The silyl radical SiH$_3$ has three Si–H bonds and one unpaired electron. In the smallest possible basis its seven valence electrons share only seven orbitals, so full configuration interaction (FCI), the exact answer within that basis, is within reach. The table compares other levels with it. A negative entry means that the molecule is bound too weakly relative to FCI, a positive one too strongly.

Errors in the atomization energy of the silyl radical SiH$_3$ (neutral, doublet) relative to FCI, computed with Ansatz 0.2.0 in the STO-3G basis at the MP2(full)/6-31G* geometry. Wavefunction levels leave the neon core of silicon uncorrelated; "valence" denotes an active space of 7 electrons in 7 orbitals. The prefixes R and U mark restricted and unrestricted references.

| level | this level less the reference (FCI, same basis) (kJ/mol) |
| --- | --- |
| RHF | -109.63 |
| UHF | -108.57 |
| RMP2 | -36.68 |
| UMP2 | -36.00 |
| CISD | -4.81 |
| RCCSD | -1.44 |
| UCCSD | -1.42 |
| RCCSD(T) | -0.54 |
| UCCSD(T) | -0.53 |
| BCCD(T) | -0.54 |
| RCCSDT | -0.04 |
| UCCSDT | -0.04 |
| CISDTQ | -0.05 |
| RCCSDT(Q) | -0.01 |
| UCCSDT(Q) | -0.01 |
| RCCSDTQ | 0.00 |
| UCCSDTQ | 0.01 |
| CASSCF valence | 0.24 |
| NEVPT2 valence | 0.24 |
| MRCISD valence | 0.24 |
| MRCISD+Q valence | 0.24 |
| PBE | 157.38 |
| r2SCAN | 160.94 |
| PBE0 | 135.05 |
| B3LYP | 159.76 |
| BHLYP | 125.74 |
| wB97X-V | 160.40 |
| wB97M-V | 179.77 |
| B2PLYP | 93.43 |
| RPA-PBE | -17.27 |

*Which levels bind too weakly, and which too strongly?* Hartree–Fock is too weak by about 110 kJ/mol, roughly a tenth of the whole atomization energy, and second-order perturbation theory (MP2) by about a third of that. Configuration interaction with single and double excitations (CISD) and coupled cluster come within a few kJ/mol. All eight density functionals overbind, by 93 to 180 kJ/mol, while RPA underbinds. Wavefunction levels with a sizeable error and density functionals thus stand on opposite sides of the reference, and for different reasons.

*Why is Hartree–Fock wrong by 110 kJ/mol when the molecule's correlation energy is 145?* An atomization energy is a difference, so an error counts only where molecule and free atoms don't share it. A hydrogen atom has one electron and nothing to correlate. The silicon atom does have something: its 3s pair can jump into the one empty 3p orbital. By difference this is worth about 35 kJ/mol, which Hartree–Fock also lacks, and the remaining 110 is the correlation gained by forming bonds.

*Is MP2 as good as its error of −37 kJ/mol suggests?* It is worse, because it lacks about 53 kJ/mol in the molecule and is rescued in part by a shortfall of 16 in the silicon atom. Theory offers a reason for both: MP2 divides by gaps between Hartree–Fock orbitals, which exceed the true cost of exciting a pair, so each pair gains too little. The rescue depends on the element. A phosphorus atom has one electron in each 3p orbital, so in such a basis its 3s pair has no empty 3p orbital to jump into, and a free atom of this kind would offset nothing.

*Why does CISD trail coupled cluster if both use single and double excitations?* The free atom isn't to blame. In this basis the ground state of silicon mixes just two configurations, which CISD and coupled cluster with singles and doubles (CCSD) both treat exactly. Their errors must then equal the energy they lack in the molecule, and the computed energies agree with this to about 0.02 kJ/mol. The difference lies in how several bonds are correlated at once.

Consider first a single electron pair, for which double excitations are complete and CISD is exact. Now take $n$ equal, distant pairs, each with a coupling $K$ to its excited configuration, a gap $\Delta$ and a correlation energy of size $e$. A pair on its own has the excitation amplitude $t = K/(\Delta + e)$. CISD lets only one pair be excited at a time, so that the excited pair forfeits the correlation of all the others, and the amplitude falls to about $K/(\Delta + ne)$. The total correlation energy $E$ therefore shrinks by the fraction $(n-1)e/\Delta$. Since $e/\Delta \approx t^2$, and $w = nt^2$ is the total weight of excited configurations, the loss is

$$\delta E \approx wE\left(1-\frac{1}{n}\right).$$

For SiH$_3$, take $n = 3$, one pair per bond, and leave the unpaired electron aside. The CISD wavefunction holds about 0.077 electrons in the three antibonding orbitals, and as each double excitation promotes two electrons, $w \approx 0.038$. With $E \approx 140$ kJ/mol the loss is $0.038 \times 140 \times 2/3 \approx 3.6$ kJ/mol (worked out with unrounded values). The table gives a gain of 3.4 from CISD to CCSD, although nothing was fitted. The bonds of a real molecule are neither distant nor independent: a large part of the correlation is expected to come from excitations that involve two bonds or the unpaired electron, which the model books as if they were bond pairs. The estimate therefore supports the cause and its rough size, while the close agreement is partly luck. The formula also tells what happens in larger molecules: $w$ grows with the number of bonds, and CISD loses an ever larger share of the correlation energy.

*Which digits can be trusted?* Restricted and unrestricted Hartree–Fock differ by 1.06 kJ/mol, because the unpaired electron may polarise the bond pairs only in the latter. With CCSD the difference shrinks to 0.02, since single excitations let the orbitals adapt. The steps from CCSD (−1.4) through perturbative triples (−0.5) to full triples (−0.04) are real, but hundredths shouldn't be ranked, as the Hartree–Fock energy of the same state already differs by almost 0.01 between the runs at different levels. The four valence-space rows at 0.24 are one result rather than four successes: their active space already holds every orbital outside the core, and the small offset probably comes from core orbitals that were free to relax.

*Why do all the functionals overbind?* Part of the answer probably lies in the reference. FCI can correlate electrons only through the few empty orbitals that the basis supplies, whereas a functional computes its correlation energy from the density and feels no such limit (B2PLYP is a partial exception, as it takes about a quarter of its correlation from MP2). PBE and PBE0 differ only in a quarter of exact exchange, which lowers the error by 22 kJ/mol. Extrapolated to full exact exchange, this leaves a correlation contribution to the binding of very roughly 180 kJ/mol, against 110 in FCI.

The same extrapolation assigns about 90 kJ/mol, more than half of PBE's error, to an excess of approximate over exact exchange. This part is probably a product of the minimal basis as well, whose rigid functions distort the densities of free atoms and molecule unequally, and shouldn't be read as a property of PBE for SiH$_3$. Carried over unchanged to B3LYP, BHLYP and B2PLYP, the two parts give the right order but errors 12 to 20 kJ/mol too low, so they are good for magnitudes only; these functionals use other exchange and correlation formulas than PBE, and B3LYP was run in its VWN-RPA variant. Nor is exact exchange a general cure, for ωB97M-V contains it and overbinds most. RPA, whose correlation does pass through the empty orbitals, errs by only −17 kJ/mol. That fits the explanation, but RPA also uses exact exchange, so this row can't separate the two causes.

*What would a larger basis change, and what does this mean for making silicon films?* More empty orbitals would give FCI more correlation, and more flexible functions are expected to remove most of the exchange excess, which may well matter more. The errors of the functionals should therefore shrink strongly. The atomization energy itself would probably fall. The hydrogen functions of the minimal basis are made compact to suit bonds, which leaves each free atom roughly 88 kJ/mol too high and inflates the binding at every level. SiH$_3$ is an important radical in the deposition of silicon from silane plasmas, where bond energies help to decide which reactions run. For such work the table shows in which order the coupled-cluster levels approach the exact answer, but not how large their errors will be, since a larger basis offers many more triple excitations. Nor does it give grounds for choosing a functional. The printed analysis below lists the energy balance and both estimates.

The analysis program printed:

```
RHF error in percent of the reference atomization energy: -9.344
valence correlation energy of the molecule in kJ/mol: 144.8
correlation energy of the Si atom by difference in kJ/mol: 35.2
MP2 correlation energy of the molecule in kJ/mol: 92.11
MP2 shortfall in the molecule in kJ/mol: 52.72
MP2 shortfall in the Si atom by difference in kJ/mol: 16.04
opposite-spin share of the MP2 pair energy in percent: 98.92
CISD error expected from the molecule alone in kJ/mol: -4.803
RCCSD error expected from the molecule alone in kJ/mol: -1.423
RCCSD(T) error expected from the molecule alone in kJ/mol: -0.5239
gain from CISD to RCCSD in the table in kJ/mol: 3.37
gain expected for three equal independent pairs in kJ/mol: 3.579
plain Davidson estimate in kJ/mol: 5.369
UHF less RHF error in kJ/mol: 1.06
UCCSD less RCCSD error in kJ/mol: 0.02
number of levels that overbind by more than 1 kJ/mol: 8
smallest error among these in kJ/mol: 93.43
largest error among these in kJ/mol: 179.8
PBE exchange excess over exact exchange (crude) in kJ/mol: 89.32
PBE correlation part of the binding (crude) in kJ/mol: 177.7
B3LYP error from the PBE parts (crude) in kJ/mol: 139.5
BHLYP error from the PBE parts (crude) in kJ/mol: 112.7
B2PLYP error from the PBE parts (crude) in kJ/mol: 81.76
three H atoms too high in STO-3G (rough) in kJ/mol: 264
```
